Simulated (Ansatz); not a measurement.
## A series in volume scale on Ir

All results are calculated (Ansatz 0.2.0). Plane-wave DFT, scalar-relativistic PAW made under PBE with cores redone for the functional, no dispersion; the given relaxed cell is scaled uniformly, energy at zero smearing counts from the unscaled cell, pressure at the given Fermi-Dirac smearing is positive in compression.

The cell before it is scaled or strained (space group Fm-3m, No. 225):
```
CELL_PARAMETERS angstrom
0.00000 1.93570 1.93570
1.93570 0.00000 1.93570
1.93570 1.93570 0.00000
ATOMIC_POSITIONS crystal
Ir 0.00000 0.00000 0.00000
```

Settings of every row: spin polarised yes; functional PBE; wave cutoff 420 eV; smearing width 0.05 eV; k mesh 23x23x23.

Atom:
```csv
element,starting moment (Bohr magneton)
Ir,1
```

Limits: all rows lie far from zero pressure; no spin-orbit coupling, which can matter with elements this heavy.

```csv
row,volume scale,V (Å³/atom),pressure (GPa),energy change per atom (meV)
1,0.88,12.765,60.98,289.44
2,0.92,13.345,35.49,116.78
3,0.96,13.926,15.46,26.18
4,1.04,15.086,?,?
5,1.08,15.666,-22.16,88.21
6,1.12,16.247,-29.59,182.79
```

Largest site moment is 0 Bohr magneton in every row.

Question: what pressure and energy change per atom should row 4 give?

Worked fit of pressure. Take u = (V_r/V)^(2/3) − 1 with V_r = 13.926 Å³ an atom, which is twice the finite (Eulerian) strain; such expansions in the strain, on which the Birch-Murnaghan equation of state is built, carry the rest volume and the bulk modulus. The shown rows have u = 0.05975, 0.02882, 0, -0.07549, -0.09766. Least squares give pressure = 15.471 + 645.81 × u + 1906.9 × u² GPa; a straight line predicts inner rows, each left out in turn, worse (root mean square 5 against 0.3 GPa). The rows lie off it by 0.11, -0.18, -0.01, 0.25, -0.18 (root mean square 0.17 GPa). The pressure vanishes at u = -0.0259, or V = 14.49 Å³ an atom, and there the bulk modulus at fixed shape and fractions is B = −V dP/dV = (2/3)(1 + u) dP/du = 355 GPa. The withheld row has u = -0.05194, so the fit gives 15.471 + 645.81 × (-0.05194) + 1906.9 × (-0.05194)² = -12.93 GPa.

The calculation gave -12.56 GPa. The fit lies 0.37 GPa (2.9 % of the value, 0.41 % of the column's range) below it; its largest miss of a shown row is 0.25 GPa.

Worked fit of energy change per atom. Take u = (V_r/V)^(2/3) − 1 with V_r = 13.926 Å³ an atom, which is twice the finite (Eulerian) strain; such expansions in the strain, on which the Birch-Murnaghan equation of state is built, carry the rest volume and the bulk modulus. The shown rows have u = 0.05975, 0.02882, 0, -0.07549, -0.09766. Least squares give energy change per atom = 26.468 + 2101.27 × u + 38131.5 × u² meV; a straight line predicts inner rows, each left out in turn, worse (root mean square 100 against 3.5 meV). The rows lie off it by 1.29, -1.92, -0.29, 3.07, -2.15 (root mean square 2 meV). The withheld row has u = -0.05194, so the fit gives 26.468 + 2101.27 × (-0.05194) + 38131.5 × (-0.05194)² = 20.20 meV.

The calculation gave 24.36 meV. The fit lies 4.16 meV (17 % of the value, 1.6 % of the column's range) below it; its largest miss of a shown row is 3.07 meV.
